# Nuclear magnetic quadrupole interaction in paramagnetic molecules

## Statement

A nucleus of spin $I\ge 1$ in which parity (P) and time reversal (T) are both violated carries a magnetic quadrupole moment (MQM) $M$. In Gaussian units, with electron charge $-e$ and Dirac matrices $\boldsymbol\alpha$, it acts on the electrons through

$$H_{\rm MQM}=-\frac{eM}{2I(2I-1)}\,\frac32\,T_{ik}\,O_{ik},\qquad O_{ik}=\sum_{\rm el}\frac{(\boldsymbol\alpha\times\mathbf r)_i\,r_k}{r^5},\tag{1}$$

$$T_{ik}=I_iI_k+I_kI_i-\tfrac23\delta_{ik}I(I+1).\tag{2}$$

The interaction is magnetic, so Schiff screening does not remove it, and in first order it needs unpaired electrons. In the doublet $\Omega=\pm\frac12$ of a linear molecule with axis $\mathbf n$ and effective spin $\mathbf S$, mixing of $s_{1/2}$ and $p_{3/2}$ waves at the heavy nucleus reduces (1) to

$$H_{\rm eff}=-\frac{W_MM}{2I(2I-1)}\,\mathbf S\cdot\hat T\cdot\mathbf n,\qquad W_M=\frac{9e}{4\Omega}\langle\Omega|O_{\zeta\zeta}|\Omega\rangle,\tag{3}$$

with $\zeta$ along $\mathbf n$. For one valence electron, in atomic units,

$$W_M=-\frac{4\sqrt3}{5}\,c_sc_p\,\frac{\alpha Z^2Z_i^2R_M}{(\nu_s\nu_p)^{3/2}},\tag{4}$$

where $c_s,c_p$ are the $s$ and $p\sigma$ amplitudes, $Z_i$ is the charge of the ionic core, $\nu$ are effective quantum numbers and $R_M\ge1$ is a relativistic factor. In a deformed nucleus paired nucleons contribute to $M$, which then exceeds the value of a single nucleon.

## Premises and conventions

1. The nuclear current $\mathbf j$ is stationary, $\nabla\cdot\mathbf j=0$, and confined to a radius $R_N$ much smaller than $a_0/Z$.
2. The electrons obey a Dirac Hamiltonian that is invariant under P and T; the MQM is treated in first order.
3. The electronic state is an isolated Kramers doublet of a linear molecule; $\mathbf n$ points from the heavy nucleus to the ligand.
4. $M$ is the component $M_{zz}$ of the tensor (6) in the state $m_I=I$. It contains $1/c$ and is given in $e\,$cm². $W_M$ is given in Hz/($e\,$cm²); its atomic unit is $E_h/(h\,e\,a_0^2)=2.350\times10^{32}$ Hz/($e\,$cm²).

## 1. Vector potential of the nuclear current

Outside the nucleus $A_i(\mathbf R)=c^{-1}\int j_i(\mathbf r)\,|\mathbf R-\mathbf r|^{-1}d^3r$. The second-order term of the expansion in $\mathbf r$ is

$$A_i^{(2)}=\frac1{2c}J_{i,lm}\,\partial_l\partial_m\frac1R,\qquad J_{i,lm}=\int j_ir_lr_m\,d^3r.$$

Integrating $r_ir_lr_m\nabla\cdot\mathbf j=0$ by parts gives $J_{i,lm}+J_{l,im}+J_{m,il}=0$. Hence $3J_{i,lm}=(J_{i,lm}-J_{l,im})+(J_{i,lm}-J_{m,il})$. With $j_ir_l-j_lr_i=-\epsilon_{iln}(\mathbf r\times\mathbf j)_n$, and since the two brackets contribute equally when contracted with the symmetric $\partial_l\partial_m$,

$$A_i^{(2)}=-\frac1{3c}\epsilon_{iln}K_{nm}\,\partial_l\partial_m\frac1R,\qquad K_{nm}=\int(\mathbf r\times\mathbf j)_nr_m\,d^3r.\tag{5}$$

The trace of $K$ vanishes because $\mathbf r\cdot(\mathbf r\times\mathbf j)=0$. Its antisymmetric part is the anapole moment, a T-conserving rank-1 object with no magnetic field outside the nucleus, and it is set aside. The symmetric part defines the MQM tensor,

$$M_{nm}=\frac1c\int\left[(\mathbf r\times\mathbf j)_nr_m+(\mathbf r\times\mathbf j)_mr_n\right]d^3r.\tag{6}$$

In $\partial_l\partial_mR^{-1}$ every term proportional to $\delta_{lm}$, the contact term included, meets $\epsilon_{iln}M_{nl}=0$. The term $3R_lR_m/R^5$ remains:

$$A_i=-\frac16\epsilon_{iln}M_{nm}\partial_l\partial_m\frac1R=-\frac12\,\frac{\epsilon_{iln}R_lM_{nm}R_m}{R^5}.\tag{7}$$

The same algebra, applied to the energy $-c^{-1}\int\mathbf j\cdot\mathbf A_{\rm el}\,d^3r$ of the nuclear current in the field of the electrons, gives $-\frac16M_{nm}\partial_mB_n$. The MQM couples to the gradient of the magnetic field at the nucleus.

## 2. Spin dependence, symmetry and the condition $I\ge1$

$M_{nm}$ is a symmetric traceless tensor, that is, of rank 2. By the Wigner–Eckart theorem its matrix within the multiplet $|I\,m_I\rangle$ is proportional to that of $T_{nm}$. In the state $m_I=I$, $T_{zz}=2I^2-\frac23I(I+1)=\frac23I(2I-1)$, so premise 4 fixes

$$M_{nm}=\frac{3M}{2I(2I-1)}T_{nm}.\tag{8}$$

The triangle rule for $(I,2,I)$ requires $I\ge1$. For $I=\frac12$ one sees this directly: $I_iI_k+I_kI_i=\frac12\delta_{ik}$, and $T_{ik}=0$.

Under P, $\mathbf r\times\mathbf j$ is even and $\mathbf r$ is odd; under T, $\mathbf j$ is odd. The operator (6) is therefore P-odd and T-odd, while $T_{nm}$, quadratic in the spin, is even under both. Equation (8) with $M\ne0$ in a stationary multiplet requires that the nuclear Hamiltonian violate P and T.

## 3. Electronic operator and the Schiff theorem

For charge $-e$ the Dirac Hamiltonian contains $c\boldsymbol\alpha\cdot(\mathbf p+e\mathbf A/c)$, so the perturbation is $e\boldsymbol\alpha\cdot\mathbf A$. With (7) and $\alpha_i\epsilon_{iln}r_l=(\boldsymbol\alpha\times\mathbf r)_n$ this is $-\frac e2M_{nm}(\boldsymbol\alpha\times\mathbf r)_nr_m/r^5$, and (8) turns it into (1). Only the symmetric part $O^s_{ik}$ of $O_{ik}$ survives the contraction with $T_{ik}$, and it is traceless.

Schiff's theorem (1963) concerns a permanent electric dipole $\mathbf d$ on a point nucleus of charge $Ze$ at $\mathbf R_N$. Let $U$ be the total electrostatic energy, external fields included, so that the field at the nucleus is $\mathbf E=-\nabla_NU/(Ze)$. The nuclear momentum $\mathbf P_N$ commutes with all kinetic terms of $H_0$, which gives

$$-\mathbf d\cdot\mathbf E=\frac{\mathbf d\cdot\nabla_NU}{Ze}=\frac{i}{\hbar Ze}\,[\mathbf d\cdot\mathbf P_N,H_0].$$

A commutator with $H_0$ has no matrix element between bound states of equal energy: the mean electric force on the nucleus vanishes, in a neutral molecule and in a trapped ion alike. The theorem constrains $\langle\mathbf E\rangle$ and says nothing about $\langle\partial_mB_n\rangle$. Sections 5 and 6 show that (1) has a nonzero diagonal element for a point nucleus, so it cannot be such a commutator.

## 4. Projection on the Kramers doublet

$O_{ik}$ is Hermitian and T-odd, since $\boldsymbol\alpha$ is a velocity. In a nondegenerate state, which T maps on itself, $\langle O\rangle=-\langle O\rangle=0$. A closed-shell molecule has no first-order MQM shift; it responds only after the hyperfine interaction has polarised its spins. In a doublet the two partners have opposite expectation values.

Let $\mathbf S=\boldsymbol\sigma/2$ act on the doublet, with $S_\zeta=\Omega$ and with phases such that the $s$ components are ordinary spin states. Any operator on the doublet is $a+\mathbf b\cdot\mathbf S$, and T-oddness removes $a$. Rotations about $\mathbf n$ pair the tensor component $q=0$ with $S_\zeta$ and $q=\pm1$ with $\mathbf S_\perp$; the components $q=\pm2$ cannot act within $\Omega=\pm\frac12$. For $q=\pm1$ the candidates are $S_{\perp i}n_k$ and $(\mathbf n\times\mathbf S)_in_k$. $O_{ik}$ is an axial vector times a polar vector, like the first, and reflection in a plane that contains $\mathbf n$ excludes the second. Two real constants remain:

$$O^s_{ik}\to\frac{3o}{2\Omega}S_\zeta\left(n_in_k-\tfrac13\delta_{ik}\right)+b\,(S_{\perp i}n_k+S_{\perp k}n_i),\qquad o=\langle\Omega|O_{\zeta\zeta}|\Omega\rangle.$$

The factor $\frac32$ follows from $n_\zeta n_\zeta-\frac13=\frac23$; it counts the components $O_{xx}=O_{yy}=-o/2$. Contraction with the traceless $T_{ik}$ gives

$$H_{\rm eff}=-\frac{M}{2I(2I-1)}\left[W_\parallel S_\zeta T_{\zeta\zeta}+W_\perp\mathbf S_\perp\cdot\hat T\cdot\mathbf n\right],\quad W_\parallel=\frac{9eo}{4\Omega},\quad W_\perp=3eb.\tag{9}$$

Equation (3) is the case $W_\perp=W_\parallel=W_M$. For $|\Omega|\ge1$ the transverse term has no matrix element within the doublet, and (3) holds with $\mathbf S=\Omega\mathbf n$.

A matter of normalisation follows. Electronic-structure tables often list $w_M=(3e/2\Omega)\,o$. With $M$ defined by premise 4, the constant in (3) is $W_M=\frac32w_M$. The shift of the state with $m_I=I$ along $\mathbf n$ is $-\frac13W_MM\Omega=-\frac12w_MM\Omega$.

## 5. Angular integral: only $p_{3/2}$ couples to $s_{1/2}$

Write the spinors as $r^{-1}(P\,\Omega_{\kappa m},\,iQ\,\Omega_{-\kappa m})$ with $\sigma_r\Omega_\kappa=-\Omega_{-\kappa}$, $\sigma_r=\boldsymbol\sigma\cdot\hat{\mathbf r}$. Put $X_{ik}=(\boldsymbol\sigma\times\hat{\mathbf r})_i\hat r_k$. Because $\boldsymbol\alpha$ is off-diagonal,

$$\langle a|O_{ik}|b\rangle=\int\frac{dr}{r^3}\left[iP_aQ_b\langle\Omega_{\kappa_a}|X|\Omega_{-\kappa_b}\rangle-iQ_aP_b\langle\Omega_{-\kappa_a}|X|\Omega_{\kappa_b}\rangle\right].$$

$X$ contains only spin components perpendicular to $\hat{\mathbf r}$, so $X\sigma_r=-\sigma_rX=iY_{ik}$ with $Y_{ik}=\hat r_k(\sigma_i-\hat r_i\sigma_r)$. The two angular factors are $-i\langle Y\rangle$ and $+i\langle Y\rangle$, and

$$\langle a|O_{ik}|b\rangle=\mathcal R_{ab}\,\langle\Omega_{\kappa_a}|Y_{ik}|\Omega_{\kappa_b}\rangle,\qquad\mathcal R_{ab}=\int_0^\infty(P_aQ_b+Q_aP_b)\frac{dr}{r^3}.\tag{10}$$

Take $a=s_{1/2}$ and let the upper component of $b$ have the angular form $\sqrt{3/4\pi}\,\hat r_l\chi$ with a spinor $\chi$. The averages $\overline{\hat r_i\hat r_k}=\delta_{ik}/3$ and $\overline{\hat r_i\hat r_k\hat r_l\hat r_j}=(\delta_{ik}\delta_{lj}+\delta_{il}\delta_{kj}+\delta_{ij}\delta_{kl})/15$ give, with $\frac16-\frac1{15}=\frac1{10}$,

$$\langle s|Y^s_{ik}|p_l\rangle=\frac{\sqrt3}{10}\left[\sigma_i\delta_{kl}+\sigma_k\delta_{il}-\tfrac23\delta_{ik}\sigma_l\right].\tag{11}$$

The $p_{1/2}$ state is proportional to $\hat r_l\sigma_l\chi$. On it (11) yields $\sigma_i\sigma_k+\sigma_k\sigma_i-2\delta_{ik}=0$, as the triangle rule for $(\frac12,2,\frac12)$ demands. The $s_{1/2}$–$p_{1/2}$ mixing that governs the electron electric dipole moment (eEDM) shift is absent here.

Let the unpaired orbital contain $c_s|s\chi\rangle$ and $c_p$ times the $j=\frac32$ projection of $|p_\zeta\chi\rangle$, so that the normalised $p_{3/2}$ state has amplitude $\sqrt{2/3}\,c_p$. Reflection symmetry makes $c_s$ and $c_p$ the same for both members of the doublet, and T makes them real. The two cross terms, with $l=\zeta$ and $\boldsymbol\sigma=2\mathbf S$, give

$$O^s_{ik}\to\frac{2\sqrt3}{5}c_sc_p\mathcal R\left[S_in_k+S_kn_i-\tfrac23\delta_{ik}\mathbf S\cdot\mathbf n\right].$$

Then $T_{ik}O_{ik}\to\frac{4\sqrt3}5c_sc_p\mathcal R\;\mathbf S\cdot\hat T\cdot\mathbf n$, which is the single structure of (3), with

$$W_M=W_\parallel=W_\perp=\frac{6\sqrt3}{5}\,e\,c_sc_p\,\mathcal R.\tag{12}$$

## 6. Radial integral and the $Z^2$ law

The weight $r^{-3}$ confines (10) to $r\lesssim a_0/Z$, where the potential is $-Z/r$ and the valence binding energy is negligible. In atomic units the radial equations are then

$$P'+\frac\kappa rP=\Big(\frac2\alpha+\frac{Z\alpha}r\Big)Q,\qquad Q'-\frac\kappa rQ=-\frac{Z\alpha}rP.$$

With $x=\sqrt{8Zr}$, $\gamma=\sqrt{\kappa^2-Z^2\alpha^2}$ and $D=r\,d/dr$, set $Q=NZ\alpha J_{2\gamma}(x)$. The second equation gives $P=-N(D-\kappa)J_{2\gamma}=N[(\gamma+\kappa)J_{2\gamma}-\frac x2J_{2\gamma-1}]$. Bessel's equation reads $D^2J_{2\gamma}=(\gamma^2-2Zr)J_{2\gamma}$, so $(D+\kappa)P=N(Z^2\alpha^2+2Zr)J_{2\gamma}$, which is the first equation. Near the origin $P\propto N(\kappa-\gamma)r^\gamma$; if $P_s$ and $P_p$ are both taken positive there, $N_sN_p>0$.

The constant $N$ follows from the semiclassical (Fermi–Segrè) argument. A WKB function $Ap^{-1/2}\sin\phi$ is normalised by $A^2=2\omega/\pi$, where $\omega=dE/dn\approx Z_i^2/\nu^3$ for $E=-Z_i^2/2\nu^2$. At large $x$ the squared amplitude of $P$ is $N^2x/2\pi$, and $p=\sqrt{2Z/r}$. Equating the two amplitudes gives $N^2=Z_i^2/(Z\nu^3)$.

Insert the solutions in (10), writing $J_1,J_2$ for the Bessel functions of the two waves:

$$\mathcal R=N_1N_2Z\alpha\int\frac{dr}{r^3}\left[(\kappa_1+\kappa_2)J_1J_2-D(J_1J_2)\right]=N_1N_2Z\alpha\,(\kappa_1+\kappa_2-2)\int\frac{J_1J_2}{r^3}dr.\tag{13}$$

The integration by parts has no boundary term if $\gamma_1+\gamma_2>2$. For $|\kappa|=1,2$ this means $Z\alpha<\sqrt{15}/4$, or $Z<132.7$. Since $r^{-3}dr=128Z^2x^{-5}dx$, the Weber–Schafheitlin integral applies:

$$\int_0^\infty\frac{J_{2\gamma_1}J_{2\gamma_2}}{x^5}dx=\frac{R_M}{960},\qquad R_M=\frac{720\,\Gamma(\gamma_1+\gamma_2-2)}{\Gamma(\gamma_1+\gamma_2+3)\,\Gamma(3+\gamma_1-\gamma_2)\,\Gamma(3-\gamma_1+\gamma_2)}.\tag{14}$$

$R_M=1$ at $\gamma_1=1,\gamma_2=2$; this is the factor of Sushkov, Flambaum and Khriplovich (1984). For $\kappa_1=-1$, $\kappa_2=-2$ the bracket in (13) is $-5$, and $5\times128/960=\frac23$:

$$\mathcal R=-\frac23\,\frac{\alpha Z^2Z_i^2R_M}{(\nu_s\nu_p)^{3/2}}.\tag{15}$$

Equations (12) and (15) give (4). The power $Z^2$ is the product of $Z^{-1}$ from $N_1N_2$, $Z\alpha$ from the small component and $Z^2$ from the length scale. $R_M$ grows slowly, from 1.31 at $Z=56$ to 1.58 at $Z=71$.

The nonrelativistic limit confirms (15). There $Q=\frac\alpha2(P'+\kappa P/r)$, the integrand is $\frac\alpha2(P_sP_p/r^3)'$, and $\mathcal R=-\frac\alpha2\lim_{r\to0}P_sP_p/r^3$. With $|P_s|\to|N_s|\,2Zr$ and $|P_p|\to|N_p|(2Zr)^2/6$ this equals $-\frac23\alpha Z^3N_sN_p$.

## 7. The nuclear moment and its collective part

Let a nucleon move in a spin-independent potential $U(\mathbf r)$ of any shape, $H_0=p^2/2m+U$, and let the P,T-odd potential be $\xi\,\boldsymbol\sigma\cdot\nabla U$, where the length $\xi$ measures the violation. Set $\hbar=1$ and $G_0=\boldsymbol\sigma\cdot\nabla$, which is anti-Hermitian. The perturbation equals $\xi[G_0,H_0]$, so the perturbed state is $(1+\xi G_0)\psi_0$ and an operator acquires the expectation value $\xi\langle[\hat M,G_0]\rangle$.

For charge $qe$ and magnetic moment $\mu\mu_N$, with $\mu_N=e\lambda_p/2$ and $\lambda_p=\hbar/m_pc$, the convection current and the spin current $c\nabla\times(\mu\mu_N\boldsymbol\sigma\delta)$ inserted in (6) give

$$\hat M_{zz}=\mu_N\left[4q\,z\,l_z+\mu\,(6z\sigma_z-2\mathbf r\cdot\boldsymbol\sigma)\right].$$

The commutators are $[zl_z,G_0]=-\sigma_zl_z-z(\boldsymbol\sigma\times\mathbf p)_z$ and $[r_k\sigma_n,G_0]=2r_k(\boldsymbol\sigma\times\mathbf p)_n-\sigma_k\sigma_n$. The symmetric combinations such as $zp_y+yp_z=im[H_0,yz]$ average to zero, which leaves $\langle z(\boldsymbol\sigma\times\mathbf p)_z\rangle=-\frac12\langle\boldsymbol\sigma\cdot\mathbf l-\sigma_zl_z\rangle$; also $\mathbf r\cdot(\boldsymbol\sigma\times\mathbf p)=-\boldsymbol\sigma\cdot\mathbf l$. The constant terms cancel, the orbital part gives $-6q\tau$ and the spin part $+6\mu\tau$:

$$M_{zz}=3e\lambda_p\sum_{\rm occ}\xi(\mu-q)\,\tau,\qquad\tau=\langle\sigma_zl_z-\tfrac13\boldsymbol\sigma\cdot\mathbf l\rangle.\tag{16}$$

For an orbital of good $l,j$ and projection $\Omega_n$, $\tau$ is proportional to $3\Omega_n^2-j(j+1)$. Evaluation at $\Omega_n=j$ fixes the constant:

$$\tau=\frac{3\Omega_n^2-j(j+1)}{3j}\ \ (j=l+\tfrac12),\qquad\tau=-\frac{3\Omega_n^2-j(j+1)}{3(j+1)}\ \ (j=l-\tfrac12).\tag{17}$$

The operator in $\tau$ is T-even, so the partners $\pm\Omega_n$ of a pair add, whereas their magnetic dipole moments cancel. A full $j$ shell sums to zero, and so does a spherical core of zero angular momentum; only the odd nucleon is left. In a prolate nucleus the low $|\Omega_n|$ of each subshell fill first, and the sum over pairs is large. This is the collective MQM (Flambaum 1994). The sum (16) refers to the symmetry axis. For a rotational ground state with projection $K=I$ the laboratory moment carries the average of $D^2_{00}$,

$$M=\langle II\,20|II\rangle^2M_{\rm int}=\frac{I(2I-1)}{(I+1)(2I+3)}M_{\rm int}.\tag{18}$$

## 8. Level shifts with hyperfine coupling

From (2), the vector $V_k=S_iT_{ik}$ has the component $V_Z=(\mathbf S\cdot\mathbf I)I_Z+I_Z(\mathbf S\cdot\mathbf I)-\frac23I(I+1)S_Z$, and $H_{\rm eff}\propto\mathbf V\cdot\mathbf n$. If an isotropic coupling $A\,\mathbf S\cdot\mathbf I$ dominates, $\mathbf G=\mathbf I+\mathbf S$ is good. For $I=\frac72$ the projection theorem gives:

| $G$ | $\mathbf S\cdot\mathbf I$ | $\langle S_Z\rangle/m_G$ | $\langle I_Z\rangle/m_G$ | $\langle V_Z\rangle/m_G$ | $\langle V_Z\rangle/\langle S_Z\rangle$ |
|---|---|---|---|---|---|
| 4 | 7/4 | 1/8 | 7/8 | 7/4 | 14 |
| 3 | −9/4 | −1/8 | 9/8 | −15/4 | 30 |

The eEDM shift is proportional to $\mathbf S\cdot\mathbf n$. The last column differs between the two manifolds, so measurements on both separate the MQM from the eEDM.

## 9. Range of validity

- Equations (1), (2) and (9) need only premises 1–3. The one-constant form (3) needs, for $|\Omega|=\frac12$, dominance of pairs with $j=\frac12$ and $\frac32$. Pairs such as $p_{3/2}$–$d_{5/2}$ make $W_\perp$ differ from $W_\parallel$.
- The pair $p_{1/2}$–$d_{3/2}$ has the same $\gamma_1,\gamma_2$, an angular factor of the same size (its spinors are $\sigma_r$ times those of $s_{1/2}$ and $p_{3/2}$) and a bracket $+1$ in place of $-5$ in (13). At equal normalisation its ratio to the main term is $\frac15\sqrt{1/3}\sqrt{2/5}\,c_d/(\sqrt{2/3}\,c_s)$, with $c_d$ the $d\sigma$ amplitude.
- The share of $\mathcal R$ that the point-nucleus integral collects inside $R_N$ is, from the leading Bessel terms with $s=\gamma_1+\gamma_2-2$, $f=6(2ZR_N)^s(1+5/s)/[\Gamma(2\gamma_1+1)\Gamma(2\gamma_2+1)R_M]$. It sets the size of finite-nucleus corrections.
- Equation (4) omits core polarisation and correlation, and it rests on the semiclassical $N$. For hydrogen $ns$–$np$ the exact nonrelativistic result is smaller than (15) by $\sqrt{1-1/n^2}$. Together with the uncertainty of $c_sc_p$, (4) is an estimate good to tens of per cent.
- Equation (16) neglects the nuclear spin–orbit force, pairing correlations, nuclear core polarisation and intrinsic nucleon dipole moments, and (17) neglects $j$ mixing by the deformation. These can change $M$ by a factor of order two.
- In a bending state $W_M$ is the average over the vibration; the linear-geometry value is its leading term.

## 10. Illustration: $^{175}$LuOH$^+$

The ion is modelled as Lu$^{2+}$($4f^{14}6s$) next to OH$^-$, with a $^2\Sigma^+$ ground state, $Z=71$, $Z_i=3$ and $I=\frac72$.

**Electronic constant.** $Z\alpha=0.5181$, $\gamma_1=0.8553$, $\gamma_2=1.9317$, $R_M=1.58$. As approximate inputs take 169 000 cm⁻¹ for the ionisation energy of Lu$^{2+}$ and 44 700 cm⁻¹ for its $6p_{3/2}$ level, which is then bound by 124 300 cm⁻¹. From $\nu=Z_i\sqrt{R_\infty/|E|}$, $\nu_s=2.417$ and $\nu_p=2.819$, and (15) gives $\mathcal R=-19.6$ a.u.

Assume typical amplitudes $c_s=0.90$ and $c_p=0.30$, with the remaining weight 0.10 in $5d\sigma$. The sign follows from node counting. With both functions positive near the nucleus, the outer lobe of $6s$ (five nodes) is negative and that of $6p$ (four nodes) is positive. The anion pushes the electron towards $-\mathbf n$, which requires $c_sc_p=+0.27$. Then

$$W_M=-11.0\ \text{a.u.}=-2.6\times10^{33}\ \text{Hz}/(e\,\text{cm}^2),\qquad w_M=-1.7\times10^{33}\ \text{Hz}/(e\,\text{cm}^2).$$

The $p_{1/2}$–$d_{3/2}$ ratio is 0.03. For $R_N\approx1.2\times175^{1/3}$ fm $=6.7$ fm, $f=0.039$. Less than 1% of $\mathcal R$ comes from $r>0.1\,a_0$, a radius below the Thomas–Fermi length $0.885\,a_0Z^{-1/3}=0.214\,a_0$. With these inputs the one-electron model overestimates the magnitude of the constant by some tens of per cent relative to many-electron relativistic treatments of the ion.

**Nuclear moment.** A lone $g_{7/2}$ proton with $m=j$ in a spherical nucleus has $\tau=-1.56$. In the approximate Nilsson filling of prolate $^{175}$Lu, the proton $h_{11/2}$ and neutron $i_{13/2}$ subshells are occupied for $|\Omega_n|\le\frac72$. Equation (17) gives $\sum\tau=-9.70$ and $-13.54$. The factor (18) is $7/15=0.467$, which leaves $-4.53$ and $-6.32$, or 2.9 and 4.1 times the single-proton value. Open subshells with $j=l-\frac12$ enter with the opposite sign at low $|\Omega_n|$ and are of comparable size, so these numbers show the scale of the enhancement and not the full moment. Keep the $h_{11/2}$ protons alone, with $\mu-q\approx1.793$, $\lambda_p=2.103\times10^{-14}$ cm and an arbitrary scale $\xi=10^{-25}$ cm:

$$M=-5.1\times10^{-38}\ e\,\text{cm}^2,\qquad W_MM=1.3\times10^{-4}\ \text{Hz}.$$

**Shift.** In the first excited bending level the rotational state $N=1$ has projection $\ell=\pm1$ on $\mathbf n$, and a weak field along $Z$ mixes the $\ell$-doublet fully, so that $\langle n_Z\rangle=\ell M_N/N(N+1)=\pm\frac12$. With approximate constants $A\approx8$ GHz and $B\approx9$ GHz, $G=4$ lies $4A=32$ GHz and $N=2$ lies $4B=36$ GHz above the lowest manifold $N=1$, $G=3$. These intervals nearly coincide, so $N=1,G=4$ and $N=2,G=3$ perturb each other, and the lowest manifold is the clean case. Its stretched state $|M_N=1\rangle|m_G=3\rangle$ is a product, with $\langle V_Z\rangle=-45/4$ and $2I(2I-1)=42$:

$$\Delta E=\frac{15}{56}W_MM\langle n_Z\rangle=\pm0.134\,W_MM.$$

Reversing $M_N$, $m_G$ and $\ell$ keeps $\langle n_Z\rangle$, and hence the Stark energy, and reverses $\langle V_Z\rangle$. The two states with total projection $\pm4$ are split by $\frac{15}{56}|W_MM|\approx35$ μHz, and the splitting changes sign between the upper and lower Stark components. The electric quadrupole coupling, approximately 5 GHz in magnitude, admixes the higher manifolds with amplitudes of order $(5/4)/32\approx0.04$ and alters the coefficient $15/56$ by a few per cent.